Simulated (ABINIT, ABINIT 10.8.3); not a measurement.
# Working log: relaxing the cell of black phosphorus with PBEsol in ABINIT

*A beginner's notebook, kept as written. Several of its settings and conclusions are unsound; a review follows at the end.*

## Background

The measurements come from "Anisotropic thermo-mechanical response of layered hexagonal boron nitride and black phosphorus: application as a simultaneous pressure and temperature sensor" (2023, arXiv:2307.07533). Powders of both substances were studied by synchrotron X-ray diffraction, once on heating at ambient pressure and once under compression in helium at room temperature. The values I compare with are for black phosphorus and come from the compression data. The three lattice constants are the zero-pressure ends of fits to the points between 0 and 5 GPa, and the cell volume is a parameter of the fitted equation of state. The long axis $b$ runs across the layers, while $a$ and $c$ lie in them.

| compared with | measured | source's wording or label | T (K) | method |
| --- | --- | --- | --- | --- |
| a (Å) | 3.314 ± 0.001 | 3.314 ± 0.001 A | room temperature | powder XRD in diamond anvil cell |
| b (Å) | 10.48 ± 0.01 | 10.48 ± 0.01 A | room temperature | powder XRD in diamond anvil cell |
| c (Å) | 4.375 ± 0.002 | 4.375 ± 0.002 A | room temperature | powder XRD in diamond anvil cell |
| conventional cell volume (Å³) | 152.06 ± 0.16 | 152.06 ± 0.16 A3 | room temperature | powder XRD in diamond anvil cell |

Conditions are those given with the value in the passage it was taken from; "not stated" means there, and the paper may say more elsewhere.

## Strategy

I want to calculate the lattice constants of black phosphorus and see whether they agree with the measured ones. The model is the primitive cell with four atoms, starting from the diffraction structure, which is already very close to the measured cell.

I will use PBEsol, because I have read that it was made for lattice constants of solids, and this is a solid. My target is a volume within 2 % of the measured one. I chose the volume because it is a single number and contains all three axes, so if it is right the axes should be right too. The measurement was made at room temperature and my calculation has no temperature, but I will not worry about that. If the first result is off, I will raise the cutoff and the k mesh until it agrees.

System: P (black phosphorus), A17 orthorhombic; Cmce (No. 64), 4 atoms in the primitive cell; the database structure is a diffraction structure: a = 3.316 Å, b = 10.484 Å, c = 4.379 Å; structure from the Crystallography Open Database.

## 1. Relaxing the volume first

I am taking `optcell 1` from a tutorial on bulk silicon, where it gave the lattice constant in one go. It optimises the volume, and the volume is what I set as my target, so it looks like the right setting here as well. I expect all three lattice constants to come out close to the measured ones.

**Run 1.** ABINIT 10.8.3: PBEsol, JTH PAW datasets, cell and atoms relaxed from the database structure, cutoff 20 Ha, 8x8x6 k mesh, Gaussian smearing 0.01 eV; optcell 1; PBE datasets.

Key lines of the input:
```
# potential files: JTH PAW datasets, made for PBE
ecut 20
pawecutdg 40
ecutsm 0.5
dilatmx 1.06
optcell 1
ionmov 2
ntime 50
tolmxf 5.0d-5
ixc -116133
ngkpt 8 8 6
shiftk 0.0 0.0 0.0
occopt 7
tsmear 0.01 eV
nband 15
nstep 80
tolvrs 1.0d-10
diemac 6
pseudos "P.xml"
ntypat 1
znucl 15
natom 4
typat 1 1 1 1
# ... acell, rprim, xred
```

Command:
```
OMP_NUM_THREADS=1 mpirun -n 8 abinit run.abi > run.log
```

Selected lines of the output:
```
 At Broyd/MD step   8, gradients are converged :
-Cartesian components of stress tensor (GPa)         [Pressure= -3.3899E-03 GPa]
            acell      1.8687267091E+00  1.8687267091E+00  1.8687267091E+00 Bohr
            rprim      1.6582000000E+00 -5.2420000000E+00  0.0000000000E+00
                       1.6582000000E+00  5.2420000000E+00  0.0000000000E+00
                       0.0000000000E+00  0.0000000000E+00  4.3793000000E+00
```

Converged; 5.3 min on 8 cores of Intel Xeon at 2.50GHz (Skylake/Cascade Lake), shared host.

| quantity | run 1 | measured | deviation |
| --- | --- | --- | --- |
| a (Å) | 3.2795 | 3.314 ± 0.001 | −0.0345 (−1.0 %) |
| b (Å) | 10.367 | 10.48 ± 0.01 | −0.113 (−1.1 %) |
| c (Å) | 4.331 | 4.375 ± 0.002 | −0.044 (−1.0 %) |
| conventional cell volume (Å³) | 147.24 | 152.06 ± 0.16 | −4.82 (−3.2 %) |
| final pressure (GPa) | −0.00339 |  |  |

The run converged and the pressure is practically zero, so the cell is finished. The volume is 3.2 % too small and misses my 2 % target. What I find encouraging is that $a$, $b$ and $c$ are all short by about 1 %. PBEsol evidently describes the layers and the gaps between them equally well, and the whole crystal is only a little too small. An error that is the same in every direction must come from something general, and I think that is the cutoff.

## 2. A higher cutoff

I am raising the cutoff from 20 to 26 Ha. I am also leaving out the silicon setting, so that the cell relaxes in full, which sounds more thorough. Since the three axes already have the right proportions, I expect them all to grow by about 1 % and land on the measured values.

**Run 2.** ABINIT 10.8.3: PBEsol, JTH PAW datasets, cell and atoms relaxed from the database structure, cutoff 26 Ha, 8x8x6 k mesh, Gaussian smearing 0.01 eV; PBE datasets.

Key lines of the input, as changed from run 1:
```diff
- ecut 20
- pawecutdg 40
+ ecut 26
+ pawecutdg 52
- optcell 1
+ optcell 2
```

Selected lines of the output:
```
-Cartesian components of stress tensor (GPa)         [Pressure= -1.6030E-04 GPa]
            acell      1.0194051141E+01  1.0194051141E+01  7.9382021565E+00 Bohr
```

Converged; 9.5 min on 8 cores of Intel Xeon at 2.70GHz, shared host.

| quantity | run 2 | measured | deviation |
| --- | --- | --- | --- |
| a (Å) | 3.3176 | 3.314 ± 0.001 | +0.0036 (+0.1 %) |
| b (Å) | 10.266 | 10.48 ± 0.01 | −0.214 (−2.0 %) |
| c (Å) | 4.201 | 4.375 ± 0.002 | −0.174 (−4.0 %) |
| conventional cell volume (Å³) | 143.07 | 152.06 ± 0.16 | −8.99 (−5.9 %) |
| final pressure (GPa) | −0.00016 |  |  |

This is not what I expected. The volume has dropped further and is now 5.9 % too small, although the pressure is even closer to zero than before. Only $a$ has improved, and it is now within 0.1 % of the measurement. $c$ is 4.0 % too short and $b$ 2.0 %. I conclude that the higher cutoff squeezes the cell and spoils the proportions that were right at 20 Ha. The good value of $a$ shows that PBEsol itself is fine for this crystal.

## 3. Going down with the cutoff

If raising the cutoff makes the cell smaller, lowering it should make it larger. I am going down to 14 Ha and keeping the full relaxation. I expect the volume to come out above the 147.24 Å$^3$ of the first run, and with some luck close to the measured one. It should also be quicker.

**Run 3.** ABINIT 10.8.3: PBEsol, JTH PAW datasets, cell and atoms relaxed from the database structure, cutoff 14 Ha, 8x8x6 k mesh, Gaussian smearing 0.01 eV; PBE datasets.

Key lines of the input, as changed from run 2:
```diff
- ecut 26
- pawecutdg 52
+ ecut 14
+ pawecutdg 28
```

Selected lines of the output:
```
-Cartesian components of stress tensor (GPa)         [Pressure= -5.6739E-04 GPa]
            acell      1.0198987242E+01  1.0198987242E+01  7.9518847834E+00 Bohr
```

Converged; 7.1 min on 8 cores of Intel Xeon at 2.50GHz (Skylake/Cascade Lake), shared host.

| quantity | run 3 | measured | deviation |
| --- | --- | --- | --- |
| a (Å) | 3.3216 | 3.314 ± 0.001 | +0.0076 (+0.2 %) |
| b (Å) | 10.270 | 10.48 ± 0.01 | −0.210 (−2.0 %) |
| c (Å) | 4.208 | 4.375 ± 0.002 | −0.167 (−3.8 %) |
| conventional cell volume (Å³) | 143.55 | 152.06 ± 0.16 | −8.51 (−5.6 %) |
| final pressure (GPa) | −0.00057 |  |  |

The volume did go up, as I thought it would, but only from 143.07 to 143.55 Å$^3$. It is still 5.6 % too small and well below the first run. $c$ has gained just 0.007 Å and $b$ 0.004 Å. So a lower cutoff does push the cell the right way, but too weakly to bring it to the measured size. The best volume so far is still the one at 20 Ha, and I take that to be the cutoff that suits phosphorus.

## 4. Fewer k points

I am going back to 20 Ha and changing the k mesh instead, from 8x8x6 to 4x4x4. My plan was to make the mesh denser, but making the cutoff finer shrank the cell, so I suppose a finer mesh would shrink it too. With the coarser one I expect $b$ and $c$ to grow and the volume to get back to at least the value of the first run.

**Run 4.** ABINIT 10.8.3: PBEsol, JTH PAW datasets, cell and atoms relaxed from the database structure, cutoff 20 Ha, 4x4x4 k mesh, Gaussian smearing 0.01 eV; PBE datasets.

Key lines of the input, as changed from run 1:
```diff
- optcell 1
+ optcell 2
- ngkpt 8 8 6
+ ngkpt 4 4 4
```

Selected lines of the output:
```
-Cartesian components of stress tensor (GPa)         [Pressure= -5.3725E-05 GPa]
            acell      1.0139477887E+01  1.0139477887E+01  7.4616683326E+00 Bohr
```

Converged; 4.6 min of wall time.

| quantity | run 4 | measured | deviation |
| --- | --- | --- | --- |
| a (Å) | 3.4232 | 3.314 ± 0.001 | +0.1092 (+3.3 %) |
| b (Å) | 10.171 | 10.48 ± 0.01 | −0.309 (−3.0 %) |
| c (Å) | 3.949 | 4.375 ± 0.002 | −0.426 (−9.7 %) |
| conventional cell volume (Å³) | 137.47 | 152.06 ± 0.16 | −14.59 (−9.6 %) |
| final pressure (GPa) | −0.00005 |  |  |

The volume has fallen to 137.47 Å$^3$, the smallest so far, when I had expected it to grow. $c$ is now 9.7 % too short, and $a$, which had been good, is 3.3 % too long. The pressure is the closest to zero of all four runs, so the relaxation itself must have worked very well. I conclude that phosphorus needs the 8x8x6 mesh, and that with this mesh the k points are settled.

Looking back over the runs, I notice that every one started from the diffraction cell and ended at a smaller volume. I think the relaxation starts moving inwards and then goes too far.

## 5. Starting from a smaller cell

If the cell overshoots on the way in, it should be started from the other side. I am multiplying the lattice vectors by 0.97 and going back to 20 Ha and the 8x8x6 mesh. I am also setting `dilatmx` to 1.0, because I read that a larger value makes the calculation more expensive, and the cell is small now anyway. I expect it to grow outwards and stop near the measured volume.

**Run 5.** ABINIT 10.8.3: PBEsol, JTH PAW datasets, cell and atoms relaxed from the database structure, cutoff 20 Ha, 8x8x6 k mesh, Gaussian smearing 0.01 eV; started from lattice vectors 0.97 times the database's, dilatmx 1.0; PBE datasets.

Key lines of the input, as changed from run 1:
```diff
- dilatmx 1.06
- optcell 1
+ dilatmx 1.0
+ optcell 2
- ntime 50
+ ntime 30
- nstep 80
+ nstep 60
- # ... acell, rprim, xred
+ rprim
+   1.60845400 -5.08474000 0.00000000
+   1.60845400 5.08474000 0.00000000
+   0.00000000 0.00000000 4.24792100
+ # ... xred
```

Selected lines of the output:
```
Dilatmx has been exceeded too many times (4)
    See the description of dilatmx and chkdilatmx input variables.
    Action: either first do a calculation with chkdilatmx=0, or
    restart your calculation with a larger dilatmx, or larger lattice vectors.
    Warning: With chkdilatmx = 0 the final computation of lattice parameters might be inaccurate.
```

Ended with an error; 2.7 min of wall time.

The run stopped with an error and gave no lattice constants. The message says that `dilatmx` was exceeded too many times. I take this to mean that the cell was trying to grow, which is what I had predicted for a start from the small side. So I now regard the overshoot as confirmed: from the small cell it wants to go out, and from the large one it goes in too far. The message also advises larger lattice vectors, and the diffraction cell has those.

## 6. A second convergence criterion

I am going back to the diffraction cell and to `dilatmx` 1.06. To stop the cell from going too far, I want the energy to be more accurate at every step, so I am adding `toldfe` beside the `tolvrs` that is already there. With two criteria the calculation has to satisfy both, which must be safer than one. I expect the relaxation to stop earlier, at a volume closer to the measured one.

**Run 6.** ABINIT 10.8.3: PBEsol, JTH PAW datasets, cell and atoms relaxed from the database structure, cutoff 20 Ha, 8x8x6 k mesh, Gaussian smearing 0.01 eV; toldfe typed beside tolvrs; PBE datasets.

Key lines of the input, as changed from run 1:
```diff
- optcell 1
+ optcell 2
+ toldfe 1.0d-8
```

Selected lines of the output:
```
Only one of the tolXXX variables may be defined at once.
    Action: check values of tolvrs, toldfe, tolrff, toldmag and toldff.
```

Input refused; 1.1 s of wall time.

The input was refused after about a second, because only one of the `tol` variables may be set at once. So the two criteria cannot be combined, and I am taking `toldfe` out again. I still think the energy is not accurate enough during the relaxation, so the inaccuracy has to be removed somewhere else.

## 7. Taking out the smoothing

Going through the input again, I found `ecutsm 0.5`, which came with the silicon tutorial. It smooths the energy at the cutoff, and I think a smoothed energy must be less exact than the real one. That could be why the cell slides past the right volume. I am deleting the line and keeping 20 Ha, the 8x8x6 mesh and the full relaxation. I expect $b$ and $c$ to stop closer to the measured values.

**Run 7.** ABINIT 10.8.3: PBEsol, JTH PAW datasets, cell and atoms relaxed from the database structure, cutoff 20 Ha, 8x8x6 k mesh, Gaussian smearing 0.01 eV; no ecutsm; PBE datasets.

Key lines of the input, as changed from run 6:
```diff
- ecutsm 0.5
- toldfe 1.0d-8
```

Selected lines of the output:
```
-Cartesian components of stress tensor (GPa)         [Pressure=  6.5887E-03 GPa]
            acell      1.0172965957E+01  1.0172965957E+01  7.9123311622E+00 Bohr
```

Converged; 12 min of wall time.

| quantity | run 7 | measured | deviation |
| --- | --- | --- | --- |
| a (Å) | 3.3193 | 3.314 ± 0.001 | +0.0053 (+0.2 %) |
| b (Å) | 10.242 | 10.48 ± 0.01 | −0.238 (−2.3 %) |
| c (Å) | 4.187 | 4.375 ± 0.002 | −0.188 (−4.3 %) |
| conventional cell volume (Å³) | 142.35 | 152.06 ± 0.16 | −9.71 (−6.4 %) |
| final pressure (GPa) | 0.00659 |  |  |

Taking out the smoothing has not helped. The volume is 142.35 Å$^3$, which is 6.4 % too small and the lowest I have had with the 8x8x6 mesh. $c$ is 4.3 % too short and $b$ 2.3 %, while $a$ is again within 0.2 % of the measurement. The pressure is also a little further from zero than in the other finished runs. I take this to mean that the smoothing was holding the cell open, and that a larger `ecutsm` would have brought the volume nearer to the measured one.

The first run, with the silicon setting, still has the best volume, and its three axes are all short by about the same 1 %. I trust that run the most and will keep its cell as my result.

## Results at a glance

| run | settings | a (Å) | b (Å) | c (Å) | conventional cell volume (Å³) | cost | status |
| --- | --- | --- | --- | --- | --- | --- | --- |
| 1 | PBEsol, cutoff 20 Ha, 8x8x6 k mesh, optcell 1 | 3.2795 | 10.367 | 4.331 | 147.24 | 42 core-min |  |
| 2 | PBEsol, cutoff 26 Ha, 8x8x6 k mesh | 3.3176 | 10.266 | 4.201 | 143.07 | 76 core-min |  |
| 3 | PBEsol, cutoff 14 Ha, 8x8x6 k mesh | 3.3216 | 10.270 | 4.208 | 143.55 | 57 core-min |  |
| 4 | PBEsol, cutoff 20 Ha, 4x4x4 k mesh | 3.4232 | 10.171 | 3.949 | 137.47 | 37 core-min |  |
| 5 | PBEsol, cutoff 20 Ha, 8x8x6 k mesh, started from lattice vectors 0.97 times the database's, dilatmx 1.0 | – | – | – | – | 22 core-min | ended with an error |
| 6 | PBEsol, cutoff 20 Ha, 8x8x6 k mesh, toldfe typed beside tolvrs | – | – | – | – | under 1 core-min | input refused |
| 7 | PBEsol, cutoff 20 Ha, 8x8x6 k mesh, no ecutsm | 3.3193 | 10.242 | 4.187 | 142.35 | 1.7 core-h |  |
|  | measured | 3.314 ± 0.001 | 10.48 ± 0.01 | 4.375 ± 0.002 | 152.06 ± 0.16 |  |  |

## State of play

I am handing in the cell from the first run: $a$ = 3.2795 Å, $b$ = 10.367 Å, $c$ = 4.331 Å. Its volume is 3.2 % below the measured one, so I have not reached my 2 % target, but none of the later runs came closer. Since all three axes are short by about the same amount, I conclude that PBEsol gets the shape of black phosphorus right and only the size slightly wrong.

The full relaxations all ended at smaller volumes, with $c$ much too short. I still believe that they go past the right cell on the way in, although I did not find the setting that stops this. Changing the cutoff, the k mesh and the smoothing did not cure it, and two runs gave no cell at all. For the next layered crystal I would start with `optcell 1` again and stay with it. If the volume were still too small, I would try a more expensive method, which should remove the remaining error.

## Reviewer's comments

Further runs made for the review:

| reviewer's run | settings | a (Å) | b (Å) | c (Å) | conventional cell volume (Å³) | cost |
| --- | --- | --- | --- | --- | --- | --- |
| R1 | PBEsol, cutoff 20 Ha, 8x8x6 k mesh, PBE datasets | 3.3187 | 10.267 | 4.201 | 143.15 | 89 core-min |
| R2 | PBEsol, cutoff 20 Ha, 10x10x8 k mesh, PBE datasets | 3.3226 | 10.317 | 4.197 | 143.88 | 77 core-min |
| R3 | PBE+D3(BJ), cutoff 20 Ha, 8x8x6 k mesh | 3.3228 | 10.158 | 4.179 | 141.04 | 42 core-min |
| R4 | Wu-Cohen GGA, cutoff 20 Ha, 8x8x6 k mesh, PBE datasets | 3.3213 | 10.270 | 4.237 | 144.53 | 61 core-min |
|  | measured | 3.314 ± 0.001 | 10.48 ± 0.01 | 4.375 ± 0.002 | 152.06 ± 0.16 |  |

Neglecting temperature does little harm here, since thermal expansion is much smaller than the misses found. But a correct volume does not guarantee correct axes, and cutoff and k mesh should be refined until the result stops changing, not until it agrees with experiment. PBEsol's good name for lattice constants comes mainly from densely bonded solids, not layered ones.

Run 1 let only the volume change. The printed `rprim` kept its input proportions, so the equal 1 % errors were imposed and say nothing about PBEsol. Zero pressure means only that the average stress vanishes. The same settings with full relaxation (R1) give 143.15 Å$^3$, for 89 core-minutes instead of 42. Run 1's closer volume comes from holding the axes at the measured proportions, not from a better description of the crystal.

Run 2 is sound, but it changed the cutoff and the kind of relaxation together, and the notebook blamed the cutoff. Against R1, going to 26 Ha changes the volume by only 0.08 Å$^3$, and going down to 14 Ha in run 3 by 0.40 Å$^3$. Thus 20 Ha suffices because the result has settled, not because run 1 looked good. Nor does a good $a$ clear PBEsol when $c$ is 4.0 % short.

The notebook rightly rejects run 4's coarse mesh, which lowers the volume by 5.68 Å$^3$ against R1. Its tiny pressure shows only that the relaxation finished. Whether 8x8x6 is enough needed a denser mesh: R2, at 77 core-minutes, adds 0.73 Å$^3$, so the mesh is nearly settled and refining it does not shrink the cell.

The supposed overshoot is a misreading: a converged full relaxation stops where the stresses vanish, at the functional's own minimum. Run 5 started below that volume, so growth was expected and confirms nothing; `dilatmx 1.0` left no room for it. Keeping 1.06 would have cost little more per step.

Run 6's refusal was understood correctly, but `tolvrs` was already strict and gave no reason to suspect the energy. Run 7 removed `ecutsm`, which a changing cell needs because plane waves enter and leave the basis. This lowered the volume by 0.80 Å$^3$ against R1. The smoothing removes an artefact; it is not a means of tuning the volume.

Run 1's cell should therefore not be the result, nor `optcell 1` the choice for the next layered crystal. A more expensive method is not automatically better either, and changing to another functional of similar cost did not cure the error: PBE with a dispersion correction (R3) gives 141.04 Å$^3$, and the nearest sound run, with the Wu-Cohen functional (R4), is still 5.0 % too small.

The 2 % target was arbitrary, and volume alone was a poor test. Judged by the axes, sound PBEsol runs reproduce $a$ well but leave $b$ about 2 % and $c$ about 4 % short. The measurement is an unlikely culprit, since the database's diffraction structure agrees with it closely. The main error most likely lies in the functional, although the effect of using PBE datasets with PBEsol was not examined here. Black phosphorus is soft across its layers and along the armchair axis $c$, where small errors in binding matter greatly. PBEsol contains no long-range dispersion, and missing attraction would by itself leave the cell too large, not too small. The short axes therefore point to binding that the functional makes too strong at shorter range.

[Logs are printed without paths, hosts, clocks, repeated set-up lines and the standing remarks that a program may print on its own settings, such as how far it seeks lower states.]

[The runs shown are a pick from a larger set of finished runs; failed, doubtful and other runs were left out of it ahead of writing. So were measured values far from every level or from commonly accepted values, and agreement can look better than it is. Lines of input and output are excerpts and may be shortened.]
